\section*{Solution key: resolving the phonon spectrum in saturated drag, p-Si at 100 K}

\paragraph{(a) Two-fluid balance.}
Holes (free density $n$, mass $m$, charge $+e$) are at rest at zero current. The coupled phonons (sound speed $s$, heat capacity $C^*$ per volume) drift at $u$, carry momentum density $C^*Tu/3s^2$, and feel the force density $-\tfrac13C^*\nabla T$. With $\tau_p$ for momentum loss to the lattice and $\tau_{ep}$ for hole relaxation on these phonons,
\begin{equation}
-\frac{C^*}{3}\nabla T=\left(\frac{C^*T}{3s^2\tau_p}+\frac{nm}{\tau_{ep}}\right)u,\qquad neE+\frac{nm}{\tau_{ep}}u=0 .
\end{equation}
With $S=E/\nabla T>0$,
\begin{equation}
\frac1S=\frac{eT\tau_{ep}}{ms^2\tau_p}+\frac{3ne}{C^*}\equiv\frac1{S_H}+\frac1{S_G},
\label{two}
\end{equation}
where $S_H$ is the Herring value and $S_G$ the Gurevich bound.

\paragraph{(b) Solvable model.}
Each LA mode has its own drift and passes the fraction $\gamma_e/(\gamma_e+\gamma_p)$ of its momentum to the holes. We assume $k_B$ per mode, Herring's $\gamma_p\propto q^2$, and unscreened deformation-potential coupling. Only holes with wave number above $q/2$ absorb mode $q$, so $\gamma_e\propto q\,f(\hbar^2q^2/8m)$, $f$ being the Fermi function. Replace $f$ by a step of height $3\pi^2n/k^3$ ending at $q=2k$, with the interpolation $k^3=3\pi^2(n+n_T)$, $n_T=k_T^3/3\pi^2$, $\hbar k_T=\sqrt{3mk_BT}$. The $(2k)^3/6\pi^2$ modes give $C^*=4k_B(n+n_T)$. With $x=q/2k$ and $\nu=n/n_T$, one has $\gamma_e/\gamma_p=a/x$, where $a\propto$ (step height)$/k$:
\begin{equation}
S_G=\frac{4k_B}{3e}\Big(1+\frac1\nu\Big),\qquad a=\frac{A\nu}{(1+\nu)^{4/3}} .
\end{equation}
For degenerate holes $S_G$ stops falling as $1/n$ and levels at $4k_B/3e=115\ \mu$V/K. Since $x^2/(x+a)=x-a+a^2/(x+a)$, the exact answer is
\begin{equation}
F\equiv\frac S{S_G}=\int_0^1\!3x^2\frac{a}{a+x}\,dx=3a\left[\tfrac12-a+a^2L\right],\qquad L=\ln(1+1/a).
\end{equation}
As $a\to0$, $F\to3a/2$, so $S\to2Ak_B/e$ at low $n$.

Inputs: $C_{11}=165.64$ GPa (compiled value, Oses 2018); typical density 2329 kg/m$^3$; typical heavy-hole mass $0.49\,m_0$; an assumed low-density value 4.0 mV/K, chosen to reproduce the typical few mV/K. Then $s=8.43$ km/s, $k_T=4.08\times10^{6}$ cm$^{-1}$, $n_T=2.29\times10^{18}$ cm$^{-3}$, $A=23.2$. The maximum, at $\nu=3$, is $a=11.0$, so $10^{15}$--$10^{20}$ cm$^{-3}$ lies within $0.01\le a\le11$.

\paragraph{(c) Work and memory.}
All three schemes below have the form $F_G=a\sum_{j=1}^Gw_j/(a+\xi_j)$. One density costs $G$ additions, $G$ divisions, $G-1$ accumulations and one multiplication, $3G$ operations, and $2G$ stored numbers. Nodes and weights are set up once. Scattering between groups would make the balance a dense system of $G^2$ numbers and about $2G^3/3$ operations, which penalises large $G$ further. Define $\delta=F_G/F-1$.

\emph{Shell fluids.} One drift per shell of width $1/G$ averages both rates over the shell modes: $w_j=[j^3-(j-1)^3]/G^3$ and $\xi_j=\langle x^2\rangle_j/\langle x\rangle_j$. $G=1$ is Eq.~(\ref{two}) with mean rates, $\xi=4/5$. As $\phi=a/(a+x)$ is decreasing and convex and $\xi_j\ge\langle x\rangle_j$, $\phi(\xi_j)\le\phi(\langle x\rangle_j)\le\langle\phi\rangle_j$, hence $\delta<0$. For narrow shells the variance is $\sigma^2=1/12G^2$ and $\xi=\langle x\rangle+\sigma^2/\langle x\rangle$, so each shell deviates by $\sigma^2(\phi'/x-\phi''/2)$:
\begin{equation}
F-F_G\simeq\frac{a}{4G^2}\int_0^1\!\left[\frac{x}{(a+x)^2}+\frac{x^2}{(a+x)^3}\right]dx=\frac{a}{4G^2}\left[2L-\frac3{1+a}+\frac12-\frac{a^2}{2(1+a)^2}\right].
\label{shell}
\end{equation}
The worst case is $a=0.01$, where $|\delta|\simeq1.15/G^2$ once shells are narrower than $a$; wider shells do somewhat better.

\emph{Calibrated two-fluid.} Insert the exact $S_H=S_G\langle a/x\rangle=\tfrac32aS_G$ in Eq.~(\ref{two}): $w=1$, $\xi=2/3$. Because $r/(1+r)$ is concave in $r=a/x$, $\delta>0$, vanishing at both ends. It needs $S_H$ as input and has no parameter to refine.

\emph{Gauss--Legendre nodes.} Here $\xi_j$ are the nodes on $[0,1]$ and $w_j$ is $3\xi_j^2$ times the Gauss weight. The part $x-a$ is integrated exactly. With $x=(1+t)/2$ and $z=1+2a$ the rest is $\int_{-1}^1dt/(z+t)$. The interpolant of $1/(z-t)$ on the zeros of $P_G$ leaves the remainder $P_G(t)/[P_G(z)(z-t)]$, and $\int_{-1}^{1}P_G(t)\,dt/(z-t)=2Q_G(z)$, the Legendre function of the second kind. By the symmetry $t\to-t$,
\begin{equation}
F-F_G=6a^3\frac{Q_G(z)}{P_G(z)}\simeq6\pi a^3\rho^{-(2G+1)},\qquad\rho=z+\sqrt{z^2-1}.
\end{equation}
Convergence is exponential at fixed $a$. For small $a$, $\ln\rho\simeq2\sqrt a$ and $|\delta|\simeq4\pi a^2e^{-(4G+2)\sqrt a}$, which peaks at $a=4/(2G+1)^2$ with height $64\pi e^{-4}/(2G+1)^4\approx3.7/(2G+1)^4$. The prefactor is rough. The worst case thus falls as $G^{-4}$ while the peak lies inside the range.

\paragraph{(d) Results.}
Worst $|\delta|$ in per cent over $0.01\le a\le11$:
\begin{center}\begin{tabular}{lccccc}
\hline
$G$&1&2&3&4&9\\
operations per density&3&6&9&12&27\\
stored numbers&2&4&6&8&18\\
\hline
shell fluids&16&8.2&4.9&3.2&0.90\\
calibrated two-fluid&4.0&--&--&--&--\\
Gauss&23&0.79&0.17&0.056&--\\
\hline
\end{tabular}\end{center}
The model's drag thermopower in mV/K, with three figures only to compare schemes:
\begin{center}\begin{tabular}{lcccccc}
\hline
$n$ (cm$^{-3}$)&$10^{15}$&$10^{16}$&$10^{17}$&$10^{18}$&$10^{19}$&$10^{20}$\\
\hline
$a$&0.0101&0.101&0.957&6.25&10.8&6.39\\
$S_G$&263&26.4&2.75&0.378&0.141&0.118\\
exact $S$&3.92&3.38&1.56&0.338&0.132&0.105\\
calibrated&3.94&3.47&1.62&0.342&0.133&0.106\\
\hline
\end{tabular}\end{center}

\paragraph{(e) Choice.}
\emph{Cheapest for a stated accuracy.} For 5\%: the calibrated two-fluid formula, 3 operations, against 6 for Gauss and 9 for shells. For 1\%: Gauss with $G=2$, 6 operations, against 27 for shells, since $G=8$ still gives 1.1\%. For 0.1\%: Gauss with $G=4$, 12 operations. Shells fail at $G=25$ and pass at $G=34$, the estimate from Eq.~(\ref{shell}), costing 102 operations.

\emph{Best inside a budget.} With 3 operations: calibrated two-fluid, 4.0\%, or the single shell, 16\%, if $S_H$ is unavailable. With 6: Gauss, 0.79\% against 8.2\%. With 12: Gauss, 0.056\% against 3.2\%.

\emph{Limit set by the model.} The edge mode has $y=2\hbar sk/k_BT=0.525$ at low $n$ and 1.86 at $10^{20}$ cm$^{-3}$. Averaging the mode heat capacity $k_By^2x^2e^{yx}/(e^{yx}-1)^2$ with weight $3x^2$ lowers $C^*$ by 1.4\% and 15\%. TA modes also couple to holes; counted with the same cutoff they would raise $C^*$ up to threefold and delay saturation. At $10^{20}$ cm$^{-3}$, where screening and dopant scattering of phonons are omitted, the model's 0.105 mV/K lies roughly a factor of two above the typical few tens of $\mu$V/K. These omissions exceed 0.79\%, so two Gauss nodes are the most this model repays, and the calibrated two-fluid formula suffices for a 5\% survey.